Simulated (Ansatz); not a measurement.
# A series in wave cutoff on HfTiB₄

All results are calculated (Ansatz 0.2.0). One setting of a density functional single point varied, free energy counted from the run at the reference value, pressure positive in compression; periodic cell, basis, potentials, k mesh and filling as listed.

Structure of every row (space group P6/mmm, No. 191):
```
cell vectors (Å)
   3.0836     0.0000     0.0000
  -1.5418     2.6705     0.0000
   0.0000     0.0000     6.7056
atoms (fractions of the cell vectors)
Hf  0.00000  0.00000  0.00000
Ti  0.00000  0.00000  0.50000
B   0.33333  0.66667  0.73775
B   0.33333  0.66667  0.26225
B   0.66667  0.33333  0.73775
B   0.66667  0.33333  0.26225
```

Settings of every row: functional PBEsol; dispersion none; potentials PAW; k mesh 10x10x4; k shift 0x0x0; occupations cold; smearing width 0.05 eV; spin none; varied setting wave cutoff; reference wave cutoff 500 eV.

Limits: coarse k mesh, up to 40 meV an atom off; no spin-orbit coupling, which can matter with elements this heavy; the cell comes from a prototype or a list of computed structures and needn't be the stable phase.

Limits of some rows: cutoff under the advised one (row 1, 2, 3, 4).

| row | wave cutoff (eV) | energy less reference (meV/atom) |
| --- | --- | --- |
| 1 | 250 | 447.35 |
| 2 | 300 | 71.69 |
| 3 | 350 | 11.59 |
| 4 | 400 | ? |
| 5 | 450 | 0.36 |
| 6 | 500 | 0 |

Question: what energy less reference should row 4 give?

Worked fit of energy less reference. Measure energy less reference from the row at the highest cutoff, 0.00 meV/atom, and take the logarithm of what remains: 250 → 6.10, 300 → 4.27, 350 → 2.45, 450 → -1.02. A straight line through these is ln|rest| = 14.963 − 0.03559 × cutoff, so the rest falls by a factor of e every 28.1 eV; from 4 rows that is a rough guide, not a law, and the row at the highest cutoff isn't the limit itself. At 400 eV the line gives ln|rest| = 0.727, a rest of 2.07 meV/atom, and so 0.00 + 2.07 = 2.07 meV/atom.

The calculation gave 2.24 meV/atom. The fit lies 0.17 meV/atom (7.6 % of the value, 0.038 % of the column's range) below it; its largest miss of a shown row is 16.61 meV/atom.
